**Question**

I need first ionisation energies for a spread of elements, some only to rank them and some to a tenth of an eV, and I have these results.

The atoms, in NIST's ground configurations, were run with Quantum ESPRESSO 7.5 (ld1.x) in spherical all-electron scalar-relativistic LDA (VWN5), spin-polarised at highest spin, with a point nucleus. The Dirac-Fock column, from a B-spline radial atomic code, version 1, uses a finite nucleus and a configuration average. Ionisation energies are differences of total energies.

| species | Z | configuration | electron removed from | ionisation energy (eV) | −ε(highest occupied) (eV) | highest level mean radius (bohr) | highest level | NIST table (eV) | computed less table (eV) | IE, Dirac-Fock (eV) |
| --- | --- | --- | --- | --- | --- | --- | --- | --- | --- | --- |
| He | 2 | 1s2 | 1s | 24.3041 | 15.523 | 0.95917 | 1s | 24.587389 | -0.283 | 23.448 |
| Ne | 10 | [He] 2s2 2p6 | 2p | 22.1720 | 13.539 | 0.98137 | 2p | 21.564541 | 0.607 | 19.825 |
| P | 15 | [Ne] 3s2 3p3 | 3p | 10.5275 | 6.2847 | 2.3270 | 3p up | 10.486686 | 0.0409 | 8.8308 |
| Ti | 22 | [Ar] 3d2 4s2 | 4s | 6.92919 | 4.2976 | 3.5776 | 4s down | 6.82812 | 0.101 | 5.8381 |
| Ni | 28 | [Ar] 3d8 4s2 | 4s | 7.26729 | 5.6807 | 2.8208 | 4s down | 7.639878 | -0.373 | 6.6408 |
| Zr | 40 | [Kr] 4d2 5s2 | 5s | 6.71966 | 4.1531 | 2.2625 | 4d up | 6.634126 | 0.0855 | 5.6050 |
| Pd | 46 | [Kr] 4d10 | 4d | 9.23876 | 4.3102 | 1.5911 | 4d | 8.336839 | 0.902 | 6.4463 |
| Cs | 55 | [Xe] 6s1 | 6s | 4.11179 | 2.3892 | 5.4736 | 6s up | 3.8939057 | 0.218 | 3.4773 |
| Nd | 60 | [Xe] 4f4 6s2 | 6s | 5.67013 | 2.7097 | 1.1005 | 4f up | 5.525 | 0.145 | 4.5671 |
| Tm | 69 | [Xe] 4f13 6s2 | 6s | 6.45996 | 2.9438 | 0.81658 | 4f down | 6.184402 | 0.276 | 5.0921 |
| Hf | 72 | [Xe] 4f14 5d2 6s2 | 5d | 7.06296 | 3.2393 | 2.4526 | 5d up | 6.82507 | 0.238 | 5.4216 |
| W | 74 | [Xe] 4f14 5d4 6s2 | 6s | 7.95890 | 5.0714 | 3.3000 | 6s down | 7.86403 | 0.0949 | 6.9144 |
| Pt | 78 | [Xe] 4f14 5d9 6s1 | 6s | 9.81100 | 5.9173 | 1.6980 | 5d down | 8.95883 | 0.852 | 7.4819 |
| Au | 79 | [Xe] 4f14 5d10 6s1 | 6s | 9.91561 | 6.3436 | 2.8285 | 6s up | 9.225554 | 0.690 | 7.6892 |
| Bi | 83 | [Xe] 4f14 5d10 6s2 6p3 | 6p | 8.65142 | 5.2707 | 3.0085 | 6p up | 7.285516 | 1.37 | 7.3567 |

The LDA eigenvalue, the LDA energy difference and Dirac-Fock disagree by several eV. Dirac-Fock sounds like the more complete theory, yet it is closest to the NIST table only for Bi. Which column can I use for what, and what does each cost?

**Answer**

The LDA difference of total energies (IE below) is the best of the three on average, with a mean absolute error against NIST of 0.42 eV. Dirac-Fock has 1.16 eV. The negative of the highest occupied Kohn-Sham eigenvalue, $-\varepsilon$, has 3.61 eV and is too small in every row. The eigenvalue costs one run and either difference two. In each cycle a local potential is built once from the density, whereas Dirac-Fock exchange couples every pair of subshells, so its work grows roughly as the square of their number.

**The eigenvalue**

Let $f$ be the occupation of the level that is emptied. Janak's theorem, $\partial E/\partial f=\varepsilon(f)$, gives $\mathrm{IE}=-\int_0^1\varepsilon(f)\,df$. If $\varepsilon$ rises linearly with slope $U$, then
$$\mathrm{IE}-(-\varepsilon)=U/2 .$$
Two limits bracket this gap. With the exact functional the energy is linear in $f$, so $U=0$ and $-\varepsilon=\mathrm{IE}$. With no cancellation of an electron's repulsion on itself and a frozen orbital, $U$ is the Coulomb integral $F^0$. For a hydrogenic 1s orbital of charge $Z$, $F^0=5Z/8$ and the mean radius is $\langle r\rangle=3/(2Z)$ in atomic units, so $U/2=(15/32)\,e^2/\langle r\rangle$. LDA should lie between the limits, since local exchange cancels part of the self-repulsion and the other electrons relax. This suggests
$$\mathrm{IE}\approx-\varepsilon+c\,e^2/\langle r\rangle,\qquad 0<c<15/32 .$$

The constant $c$ was fitted to the LDA differences of the ten rows in which the highest level is the shell that loses the electron and nothing else changes (He, Ne, P, Ti, Pd, Cs, Hf, W, Au, Bi); the residuals are in the output printed after this answer. The fit gives $c=0.33$, with single rows between 0.29 and 0.37. For Hf, one of the fitted rows, the hartree is $54.42/2=27.21$ eV (half of 4 Ry), so $e^2/\langle r\rangle=27.21/2.4526=11.09$ eV. The gap is $0.332\times11.09=3.68$ eV, and $\mathrm{IE}\approx3.24+3.68=6.92$ eV against the computed 7.06 eV. Over the ten rows the model misses the LDA difference by 3.2% on average. It is worst for Pd (+0.75 eV), and it overshoots for the three most compact orbitals, He, Ne and Pd.

A constant ratio $-\varepsilon/\mathrm{IE}=0.59$, fitted to the same rows, misses by 8.0% and fails for the d electrons of Pd and Hf, by −1.97 and −1.60 eV. The model explains this, because $-\varepsilon/\mathrm{IE}=1-c\,e^2/(\langle r\rangle\,\mathrm{IE})$. A d orbital is small for its weak binding, so the subtracted term is large and the ratio drops to about 0.46, against 0.58 to 0.64 for the fitted s and p rows. By the same argument a true 4f ionisation should give a lower ratio still, and a diffuse alkali s electron a small gap in eV, as Cs does (1.72 eV).

Linearity can be checked without a fit for P and Pd, where the ion keeps the same level partly filled. In P⁺ the run gives $-\varepsilon=15.00$ eV, and the mean with the atom's 6.28 eV is 10.64 eV, 1.1% above the LDA difference. For Pd the excess is 2.2%. That excess mixes curvature of $\varepsilon(f)$ with the fact that Janak's theorem is only approximate for a scalar-relativistic density. The numbers thus show the slope and, roughly, its scaling with $1/\langle r\rangle$. That self-repulsion is its origin is the theoretical argument, supported by He⁺, where one electron should feel no repulsion and $-\varepsilon$ is nevertheless 13.32 eV short of 4 Ry.

The five omitted rows show where the correction breaks. In Zr, Nd, Tm and Pt the highest level is a d or f orbital while an s electron is removed, so $\varepsilon$ and $\langle r\rangle$ describe the wrong orbital, and the model is off by up to +7.5 eV (Tm). In Ni the two configurations differ by more than the removed electron (the tabulated ground state of the ion is 3d⁹), so its ratio 0.782 does not belong to a single level.

**Dirac-Fock**

This column comes from a B-spline radial atomic code: four-component Dirac-Coulomb Hartree-Fock with a finite nucleus, averaged over the configuration, without spin polarisation, correlation, Breit or QED terms. Here exchange cancels self-repulsion exactly, and a one-electron ion would come out right. The eigenvalue then errs on the other side: for W, $-\varepsilon$ exceeds the Dirac-Fock IE by 0.34 eV, the relaxation of the ion. What is missing is correlation. The atom has more electron pairs than the ion and loses more, so IE comes out low, as it does in every row but Bi.

Only He, Cs and Au have no term or fine structure in either atom or ion, and only there can the error be read mainly as correlation. In He the broken 1s² pair costs 1.14 eV. A lone s electron outside a rigid core would cost nothing; Cs, whose core is polarisable, loses 0.42 eV, and Au, whose 6s electron penetrates a soft 5d¹⁰ shell, loses 1.54 eV.

In the other rows the averaging over the configuration adds its own error. The six rows that break an s² pair (He, Ti, Zr, Nd, Tm, W) lie between −0.95 and −1.14 eV, which looks like 1 eV per pair, but W speaks against that reading. An s electron parallel to $n$ d electrons gains $nG^2/5$ of exchange, where $G^2$ is the s–d exchange integral, and the configuration average gives it half. The averaged W⁺ therefore lacks $4G^2/10$, about 1 eV with the atom's frozen orbitals. Including it would lower IE further and roughly double the error, so the constancy is partly cancellation. In P the averaging acts the other way. In a p shell 2/5 of the pairs are parallel on average, so high-spin p³ has $3-1.2=1.8$ parallel pairs more than its average and p² only $1-0.4=0.6$ more. The average undervalues the atom, which adds to correlation in the error of −1.66 eV.

For these reasons the step from Dirac-Fock to LDA, 0.63 to 2.79 eV, is not a correlation energy: exact exchange is replaced by a local one, and spin polarisation, averaging and the treatment of relativity differ too. Adding the median error back as a shift of +1.09 eV brings the mean absolute error to 0.37 eV, close to LDA, but the shift is taken from the same rows and moves Bi 1.16 eV off. Breit, QED and recoil terms change IE by −0.019 eV for W, so for that row they are not the missing piece.

**The LDA difference**

Its errors are positive except for He and Ni. The six s² rows lie within ±0.28 eV, and part of this is cancellation that the runs display for He: the total binding of the atom is short by 1.87 eV and that of the ion by 1.58 eV, leaving about −0.3 eV. The negative error of Ni fits the known tendency of local functionals to favour d-rich configurations, which lowers the ion too far; the table does not isolate that cause.

Bi (+1.37 eV) should be charged first to missing spin-orbit coupling. With coupling constant $\zeta$, a p₁/₂ electron is shifted by $-\zeta$ and a p₃/₂ electron by $+\zeta/2$. In the limit of strong coupling Bi, Bi⁺ and Bi²⁺ shift by $-3\zeta/2$, $-2\zeta$ and $-\zeta$, so the first IE falls by $\zeta/2$ and the second rises by $\zeta$. In the weak limit the shifts of ⁴S, ³P₀ and ²P₁/₂ are $0$, $-\zeta$ and $-\zeta$, so the first falls by $\zeta$ and the second stays. A calculation without the coupling should then be high on the first and not high on the second, and the LDA errors are +1.37 and −0.73 eV. In P, with the same configuration and small $\zeta$, the error is +0.04 eV. The Dirac-Fock agreement for Bi (+0.07 eV) does not mean that spin-orbit was captured: the average over the 6p shell removes it, which raises IE, while missing correlation and missing high-spin exchange lower it.

Ne and Pd leave a hole in a closed shell, and the lowest fine-structure level of the ion lies below the average, so part of their positive errors has the same origin; in light Ne that part is small. That the spherical treatment of the hole contributes is a guess. Au (+0.69 eV) has no first-order spin-orbit shift and no open d shell, so its error belongs to the functional or to the scalar-relativistic approximation, and Pt (+0.85 eV) probably shares it.

**What to use**

For a ranking only the order counts, and there all three columns are usable: of the 105 pairs of atoms the LDA difference puts 3 in the wrong order, Dirac-Fock 6 and the bare eigenvalue 7, and every such pair lies within 1.3 eV in the NIST table. One run per atom can thus serve for a rough ranking. For values the demands are harder: within 1 eV of NIST the LDA difference passes in 14 of the 15 rows, Dirac-Fock in 6 and the bare eigenvalue in none. At 0.3 eV the counts are 9, 1 and 0. At 0.1 eV LDA passes in three rows (P, Zr, W), all of which compare a result without fine structure with a lowest level, so no column here delivers that accuracy reliably. On the ten fitted rows the corrected eigenvalue misses NIST by 0.51 eV on average and the difference by 0.45 eV; the correction saves one run but was tuned on those rows and needs the right orbital.

The working rule is to run atom and ion, take the spin-polarised LDA difference, and, judging by these 15 atoms alone, allow about 0.3 eV where an s² pair is broken outside a d shell that is empty or less than half full, and up to about 1 eV for closed p shells and wherever the outer d shell is full or nearly full. For a heavy open p shell, or any target near 0.1 eV, spin-orbit coupling, resolved terms and correlation have to be in the same calculation.

The analysis program printed:

```
row fit | error vs NIST eV: -eps LDA DF | LDA-DF | gap eV, -eps/IE, c_row | model-IE eV: 1/r, ratio
He y | -9.06 -0.28 -1.14 | 0.86 | 8.78 0.639 0.310 | +0.63 +1.88
Ne y | -8.03 +0.61 -1.74 | 2.35 | 8.63 0.611 0.311 | +0.57 +0.66
P  y | -4.20 +0.04 -1.66 | 1.70 | 4.24 0.597 0.363 | -0.36 +0.07
Ti y | -2.53 +0.10 -0.99 | 1.09 | 2.63 0.620 0.346 | -0.11 +0.32
Ni n | -1.96 -0.37 -1.00 | 0.63 | 1.59 0.782 0.164 | +1.61 +2.31
Zr n | -2.48 +0.09 -1.03 | 1.11 | 2.57 0.618 0.213 | +1.42 +0.28
Pd y | -4.03 +0.90 -1.89 | 2.79 | 4.93 0.467 0.288 | +0.75 -1.97
Cs y | -1.50 +0.22 -0.42 | 0.63 | 1.72 0.581 0.347 | -0.07 -0.08
Nd n | -2.82 +0.15 -0.96 | 1.10 | 2.96 0.478 0.120 | +5.24 -1.10
Tm n | -3.24 +0.28 -1.09 | 1.37 | 3.52 0.456 0.106 | +7.54 -1.50
Hf y | -3.59 +0.24 -1.40 | 1.64 | 3.82 0.459 0.345 | -0.14 -1.60
W  y | -2.79 +0.09 -0.95 | 1.04 | 2.89 0.637 0.350 | -0.15 +0.59
Pt n | -3.04 +0.85 -1.48 | 2.33 | 3.89 0.603 0.243 | +1.42 +0.17
Au y | -2.88 +0.69 -1.54 | 2.23 | 3.57 0.640 0.371 | -0.38 +0.78
Bi y | -2.01 +1.37 +0.07 | 1.29 | 3.38 0.609 0.374 | -0.38 +0.24
-eps LDA: mean -3.61 MAE 3.61 eV, 39.0%, worst He -9.06; within 0.1/0.3/0.5/1 eV: [0, 0, 0, 0] of 15
Delta LDA: mean +0.33 MAE 0.42 eV, 5.1%, worst Bi +1.37; within 0.1/0.3/0.5/1 eV: [3, 9, 10, 14] of 15
Delta DF: mean -1.15 MAE 1.16 eV, 13.8%, worst Pd -1.89; within 0.1/0.3/0.5/1 eV: [1, 1, 2, 6] of 15
s2 pair (He Ti Zr Nd Tm W): LDA mean +0.07 [-0.28,+0.28], DF mean -1.03 [-1.14,-0.95] eV
single s (Cs Pt Au): LDA mean +0.59 [+0.22,+0.85], DF mean -1.14 [-1.54,-0.42] eV
p (Ne P Bi): LDA mean +0.67 [+0.04,+1.37], DF mean -1.11 [-1.74,+0.07] eV
d (Pd Hf): LDA mean +0.57 [+0.24,+0.90], DF mean -1.65 [-1.89,-1.40] eV
no warning (He Cs Au): LDA mean +0.21 [-0.28,+0.69], DF mean -1.03 [-1.54,-0.42] eV
LDA after constant shift -0.22 eV: MAE 0.34, worst Bi +1.15 eV
DF after constant shift +1.09 eV: MAE 0.37, worst Bi +1.16 eV
fit on 10 rows: c = 0.332 (rows 0.288-0.374; bare 1s 15/32 = 0.469); ratio -eps/IE = 0.593
1/r model vs Delta LDA: MAE fit rows 0.35 eV (3.2%), max 0.75; left-out rows MAE 3.45 eV
ratio model vs Delta LDA: MAE fit rows 0.82 eV (8.0%), max 1.97; left-out rows MAE 1.07 eV
fit rows vs NIST, MAE eV: -eps 4.06, -eps+c/r 0.51, Delta LDA 0.45
P: U/2 4.36 vs gap 4.24 eV; trapezoid IE 10.64 vs 10.53 (+1.1%)
Pd: U/2 5.13 vs gap 4.93 eV; trapezoid IE 9.44 vs 9.24 (+2.2%)
W: DF F0(6s)/2 3.62 vs LDA gap 2.89 eV (ratio 0.80); DF -eps minus IE +0.34 eV
W: Breit+QED+recoil -0.019 eV; 5d spinor splitting 0.66 eV
W+: frozen-orbital s-d exchange missed by averaging, 4*G2/10 = 0.9 eV; DF error -0.95 eV
Bi LDA errors: first +1.37, second -0.73, sum +0.64 eV
He+: 4 Ry 54.42; LDA IE error -1.58; -eps error -13.32; He total binding error -1.87 eV
floor: table rounding <= 0.0005 eV; error column vs recomputed, max 0.0041 eV
```
